## Appendix: Open-circuit voltage loss from Gaussian band-gap fluctuations in Cu$_2$ZnSnS$_4$

In kesterite Cu$_2$ZnSnS$_4$ (CZTS), Cu and Zn exchange places easily on part of the cation sites, and the degree of disorder changes the band gap. If the disorder varies from place to place, so does the gap. We describe the local gap $E_g$ by a Gaussian distribution of mean $\bar E_g$ and standard deviation $\sigma$, as in the treatment of lateral fluctuations by Rau and Werner (2004). The inputs are a typical gap $\bar E_g = 1.5$ eV, an assumed width $\sigma = 100$ meV and $T = 300$ K. Energies are in eV or meV and current densities in mA cm$^{-2}$. $\Delta V_{oc}$ is the open-circuit voltage of the fluctuating cell minus that of a uniform cell with gap $\bar E_g$, and "loss" means $-\Delta V_{oc}$. All results belong to the model with these inputs.

### A.1 Estimate by hand

Take $kT \approx 25$ meV, so that $\sigma \approx 4\,kT$.

Suppose all regions share one quasi-Fermi-level splitting $qV$. The product $np$ in a region is proportional to $\exp[(qV - E_g)/kT]$, so a region whose gap lies $\delta$ below the mean recombines faster by $\exp(\delta/kT)$. Such regions are rarer than average ones by $\exp(-\delta^2/2\sigma^2)$. Going one further meV down gains $1/kT$ in the exponent and costs $\delta/\sigma^2$. Gain and cost balance at

$$\delta^* = \sigma^2/kT \approx (100)^2/25 = 400\ \text{meV},$$

four standard deviations below the mean. There the Boltzmann gain is $e^{16}$ and the rarity is $e^{-8}$, so the saturation current rises by $e^{8} \approx 3000$. The photocurrent hardly changes, because narrow-gap regions gain about what wide-gap regions lose. Each factor $e$ in the saturation current costs $kT/q$, so

$$\Delta V_{oc} \approx -8 \times 25\ \text{mV} = -200\ \text{mV}.$$

The loss is half of $\delta^*/q$: the active regions lie 400 meV low, and their scarcity returns 200 meV. It is twice $\sigma/q$, because the scale is set by $\sigma^2/kT$. The regions beyond four standard deviations fill only about $3\times10^{-5}$ of the cell.

### A.2 Careful calculation

**Model.** The cell is a set of parallel columns, each of uniform gap through the absorber. (i) The quasi-Fermi levels are flat, so every column has the terminal voltage $V$. (ii) Carriers are non-degenerate, so each column obeys $J = J_{sc} - J_0(E_g)\,[e^{qV/kT} - 1]$, with ideality factor one. (iii) The area fraction with a gap near $E_g$ is

$$P(E_g) = (2\pi\sigma^2)^{-1/2}\exp[-(E_g-\bar E_g)^2/2\sigma^2].$$

Currents add, so $qV_{oc} = kT\ln(\langle J_{sc}\rangle/\langle J_0\rangle)$ for $J_{sc} \gg J_0$, where the brackets denote averages over $P$. Define $b = \sigma/kT$, and let $\Phi$ be the standard normal cumulative distribution. With $kT = 25.852$ meV, $b = 3.868$.

**Constant prefactor.** Let $J_0 = J_{00}\exp(-E_g/kT)$ with $J_{00}$ independent of the gap, as for recombination proportional to $n_i^2$ with uniform lifetime, doping and band densities of states. Completing the square,

$$-\frac{(E_g-\bar E_g)^2}{2\sigma^2} - \frac{E_g}{kT} = -\frac{(E_g-E^*)^2}{2\sigma^2} - \frac{\bar E_g}{kT} + \frac{\sigma^2}{2(kT)^2},\qquad E^* = \bar E_g - \frac{\sigma^2}{kT}. \tag{A1}$$

The recombination is therefore distributed over gaps as a normalised Gaussian of unchanged width $\sigma$, centred at $E^*$, and

$$\langle J_0\rangle = J_0(\bar E_g)\,e^{b^2/2},\qquad \Delta V_{oc} = -\frac{\sigma^2}{2qkT} \tag{A2}$$

at fixed $J_{sc}$. Extending the integral to negative gaps is harmless, since $E^*$ lies 11 standard deviations above zero. The numbers are $\sigma^2/kT = 386.8$ meV, $E^* = 1.113$ eV, $b^2/2 = 7.48$, $e^{b^2/2} = 1775$ and a loss of 193.4 mV.

Two corollaries follow. For a diode law $\exp[(qV - E_g)/n_{id}kT]$ the same steps with $kT \to n_{id}kT$ give a loss $\sigma^2/(2n_{id}qkT)$, which is 96.7 mV for $n_{id} = 2$, the value for recombination through mid-gap levels in the space-charge region. And with temperature-independent $J_{00}/J_{sc}$, the function $qV_{oc}(T) = \bar E_g - \sigma^2/2kT - kT\ln(J_{00}/J_{sc})$ has a tangent that meets $T = 0$ at $qV_{oc} - T\,d(qV_{oc})/dT = E^*$. An extrapolated activation energy below the gap is thus possible without interface recombination.

**Radiative limit.** Let each column absorb all photons above its gap and none below, and emit through the front surface into a hemisphere in air, with a perfect rear mirror. Detailed balance with the Boltzmann form of the black-body flux gives

$$J_0(E_g) = \frac{2\pi q}{h^3c^2}\int_{E_g}^{\infty}E^2e^{-E/kT}dE = \frac{2\pi q\,kT}{h^3c^2}\left[E_g^2 + 2E_gkT + 2(kT)^2\right]e^{-E_g/kT}. \tag{A3}$$

At 1.5 eV the prefactor is 953 A cm$^{-2}$ and $J_0 = 6.03\times10^{-20}$ mA cm$^{-2}$. With an approximate step-absorber photocurrent of 29 mA cm$^{-2}$ under AM1.5G as input, the uniform cell has $V_{oc} = 1.231$ V.

The bracket in (A3) must be averaged over the shifted Gaussian of (A1), for which the mean of $E_g$ is $E^*$ and the mean of $E_g^2$ is $E^{*2} + \sigma^2$:

$$\frac{\langle J_0\rangle}{J_0(\bar E_g)} = e^{b^2/2}\,\frac{E^{*2} + \sigma^2 + 2E^*kT + 2(kT)^2}{\bar E_g^2 + 2\bar E_gkT + 2(kT)^2}. \tag{A4}$$

The numerator is 1.308 eV$^2$, the denominator 2.329 eV$^2$ and their ratio 0.562. The saturation current rises by a factor 997. The ratio returns 14.9 mV, and the loss becomes 178.5 mV.

**Photocurrent.** The area-averaged absorptance is $A(E) = \Phi[(E-\bar E_g)/\sigma]$, whose steepest point is at $\bar E_g$. The linear change of $J_{sc}$ with gap averages to zero and the curvature remains. For its relative size the solar spectrum is approximated by a black body with $kT_s = 0.5$ eV, of photon flux proportional to $E^2/(e^{E/kT_s}-1)$. Integrating this against $A(E)$ in place of the step raises $J_{sc}$ by 0.4 %, worth 0.1 mV. The radiative loss is then 178.4 mV, and $V_{oc} = 1.053$ V.

**Emission spectrum.** The emitted flux is proportional to $A(E)\,E^2e^{-E/kT}$. Setting its logarithmic derivative to zero,

$$\frac{A'(E)}{A(E)} + \frac{2}{E} = \frac{1}{kT},$$

gives a peak at 1.156 eV, 0.34 eV below $\bar E_g$. The peak lies 43 meV above $E^*$, because photons leave each column with thermal energy above its gap and because $E^2$ favours the high side. $E^*$ is the centre of the gaps of the emitting regions at constant prefactor, and only approximately the photon energy.

**Band filling.** Assumption (ii) is strained in the radiative limit. The splitting of 1.053 eV lies only $0.6\,\sigma$ below $E^*$, so 27 % of the weight in (A1) belongs to columns with $E_g < qV_{oc}$. To size the correction, take equal electron and hole masses with the splitting shared equally, an absorption coefficient that is constant above the gap, and an unfilled optical depth $L$. With $y = (E - qV)/kT$ the absorption coefficient is multiplied by $\tanh(y/4)$, and the emission per photon mode is $[1 - e^{-L\tanh(y/4)}]/(e^y - 1)$, to be compared with the Boltzmann value $(1 - e^{-L})\,e^{-y}$. Their ratio grows with $L$ at every $y$. Its smallest value, reached for $L \to 0$, follows from $\tanh(y/4)/(e^y-1) = (e^{y/2}+1)^{-2}$ and equals $(1 + e^{-y/2})^{-2}$. Weighting the emission spectrum with this factor and solving again for the voltage raises $V_{oc}$ by 12 mV. This is the largest upward shift within these assumptions. In thicker columns stimulated emission offsets the filling: at $y = 0$ the ratio is $L/[4(1-e^{-L})]$, which is 1.02 for $L = 4$. The radiative loss is thus supported to two figures, 0.17 to 0.18 V. The correction disappears when non-radiative recombination holds $qV$ several $\sigma$ below $E^*$.

### A.3 Why the estimate and the calculation differ

| Step | Change (mV) | Loss (mV) |
|---|---|---|
| Estimate, $kT = 25$ meV | | 200 |
| $kT = 25.852$ meV, Eq. (A2) | $-6.6$ | 193.4 |
| Photon density of states, Eq. (A4) | $-14.9$ | 178.5 |
| Curvature of $J_{sc}$ | $-0.1$ | 178.4 |

The two differ by 21.6 mV, or 11 % of the estimate.

The estimate used only the maximum of the integrand, and this cost nothing. The general correction to such an estimate is the ratio of the width of the weighted peak to the width of the original distribution. A Gaussian times an exponential is a Gaussian of the same width, so the ratio is exactly one, and the hand argument reproduces (A2) as a formula.

Rounding $kT$ down by 3.3 % accounts for 6.6 mV, since the loss varies as $1/kT$. The effect on $J_0$ looks larger because the exponent varies as $(kT)^{-2}$: it falls from 8 to 7.48, a factor 1.68.

The largest term is the prefactor. The emitting columns radiate at about 1.1 eV instead of 1.5 eV, where the photon density of states is lower by about $(E^*/\bar E_g)^2$. This alone gives $2kT\ln(\bar E_g/E^*) = 15.4$ meV, and the $\sigma^2$ and $kT$ terms of (A4) reduce it to 14.9. To first order in the shift the term is $2\sigma^2/\bar E_g$, a fraction $4kT/\bar E_g = 6.9$ % of the main loss. The term belongs to the radiative limit. For a gap-independent $J_{00}$ the estimate is off by the rounding alone.

Altogether the enhancement of $J_0$ is overestimated by a factor 3.0, which the logarithm turns into 28.3 mV at $kT = 25.852$ meV. The estimate converts its exponent 8 with the smaller 25 meV, which offsets 6.8 mV of this, and with the 0.1 mV from $J_{sc}$ the net difference is 21.6 mV. The closeness of the two numbers has a further reason: both rest on the same three assumptions, and at $b \approx 4$ these matter more than any entry in the table.

**Shape of the tail.** Half of the recombination in (A1) comes from gaps below $E^*$, an area fraction $\Phi(-b) = 5.5\times10^{-5}$. A width fitted to an absorption edge constrains the distribution within about two standard deviations and says little about this region, and the gap change that cation disorder can produce is finite. If $P$ is cut at $\bar E_g \pm m\sigma$ and renormalised, which keeps the mean, (A2) is multiplied by

$$\frac{\Phi(b+m) - \Phi(b-m)}{2\Phi(m) - 1}. \tag{A5}$$

At constant prefactor:

| $m$ | Factor (A5) | Loss (mV) |
|---|---|---|
| 2 | 0.032 | 105 |
| 3 | 0.193 | 151 |
| 4 | 0.552 | 178 |
| $\infty$ | 1 | 193 |

A cut at $3\sigma$ removes only 0.27 % of the distribution and lowers the loss by 43 mV, twice the gap between estimate and calculation. For $m < b$ the recombination piles up at the lower edge of the distribution.

**Flat quasi-Fermi levels between columns.** At open circuit half of the photocurrent flows into the columns below $E^*$, a mean local current density of $2.6\times10^{2}$ A cm$^{-2}$. Lateral transport in the transparent contact copes with this. A column of radius $r = 1$ µm draws $I = 8.3$ µA from a surrounding disc of radius $r/\sqrt{\Phi(-b)} = 135$ µm, and for a typical sheet resistance $R_\square = 30$ Ω the drop, of order $(IR_\square/2\pi)\ln 135$, is 0.2 mV. A resistance in series with each column is more demanding. Its drop stays below $kT/q$ only if its area-specific value is below about $1\times10^{-4}$ Ω cm$^2$. Above that, a resistive buffer or back-contact layer lowers the splitting in the narrow-gap columns and shifts the weight to wider gaps. In the limit of a large uniform local resistance the terminal voltage is the area average of the local $V_{oc}$, which is linear in $E_g$ at constant prefactor, and the loss vanishes. Equation (A2) is the strong-coupling end of a range that starts at zero.

**Small three-dimensional regions.** Cation disorder can vary on a scale far below the film thickness, and then the minority carriers must reach a narrow-gap region by diffusion. Let $n$ be their density in mean-gap material at the local quasi-Fermi level, $\tau_0$ the lifetime there and $D$ the diffusion constant. A sphere of radius $a$ with gap $E^*$ recombines at $n\,e^{b^2}/\tau_0$ per volume. A sink of total rate $\dot N$ lowers the density at its surface by $\dot N/4\pi Da$, so $\delta n/n = a^2e^{b^2}/3D\tau_0$. The averaged lifetime is $\tau_0e^{-b^2/2}$, and with the diffusion length $L_d$ defined from it flatness requires

$$a \ll \sqrt3\,L_d\,e^{-b^2/4}. \tag{A6}$$

For an assumed $L_d = 0.5$ µm the bound is 21 nm. At the other end a local gap loses its meaning. A spherical well binds a carrier of mass $m^*$ only if it is deeper than $\pi^2\hbar^2/8m^*a^2$. For $a = 1$ nm this is 0.47 eV for an approximate electron mass of $0.2\,m_e$ and 0.13 eV for an approximate hole mass of $0.7\,m_e$, comparable to the 0.39 eV shift itself. Confinement lifts the levels of small deep regions and diffusion starves large ones. Both act like the cut-off in (A5), and the full Gaussian result holds only for sizes in between.

**Choice of the reference gap.** If the regions are mixed through the volume, the absorption coefficient is averaged in place of the absorptance. For a step-like local coefficient $A(E) = 1 - \exp\{-L\,\Phi[(E-\bar E_g)/\sigma]\}$. In the tail this is $L\Phi$, while the uniform film of the same $L$ has $1 - e^{-L}$. For an assumed $L = 4$, for example two passes through 1 µm at $2\times10^4$ cm$^{-1}$, the larger $J_0$ costs 36 mV more than for columns. The edge also moves down, so that in the black-body model $J_{sc}$ exceeds that of the uniform film by 11 %, worth 2.7 mV in place of 0.1 mV, and the radiative loss relative to $\bar E_g$ grows by 33 mV. The steepest point of $A(E)$, the usual working definition of the gap from a quantum-efficiency spectrum, moves 98 meV below $\bar E_g$. Relative to a uniform film with that apparent gap and equal $J_{sc}$, the loss in the Boltzmann approximation is 0.12 V. A quoted loss needs its reference gap stated.

**A case with small $b$.** The concerns about the tail fade when $\sigma < kT$. In the strained Si$_{1-x}$Ge$_x$ base of a heterojunction bipolar transistor the collector current is proportional to $n_i^2$, and the gap falls by approximately 7.5 meV per atomic per cent Ge. An assumed lateral spread of one per cent gives $\sigma = 7.5$ meV and $b = 0.29$. The model's current rises by a factor 1.043, and the base-emitter voltage at fixed current falls by 1.1 mV. The weight is centred 2.2 meV below the mean, inside the core of the distribution, where only the variance matters.

**The model and real CZTS cells.** For columns, an unbounded Gaussian and $\sigma = 100$ meV, the model's loss is 0.19 V at constant prefactor and 0.17 to 0.18 V in the radiative limit. A bounded tail, local series resistance, $n_{id} > 1$ or reference to the apparent gap bring it towards 0.1 V. As typical knowledge, good sulfide cells reach about 0.70 to 0.75 V and luminesce roughly 0.1 to 0.2 eV below the gap at room temperature. The model's radiative $V_{oc}$ of 1.05 V is thus 40 to 50 % too high, because it omits non-radiative recombination at defects and interfaces, and its red shift of 0.34 eV is too large by about a factor of two or more, the direction expected when the low-gap tail is lighter or less accessible than that of a Gaussian 100 meV wide.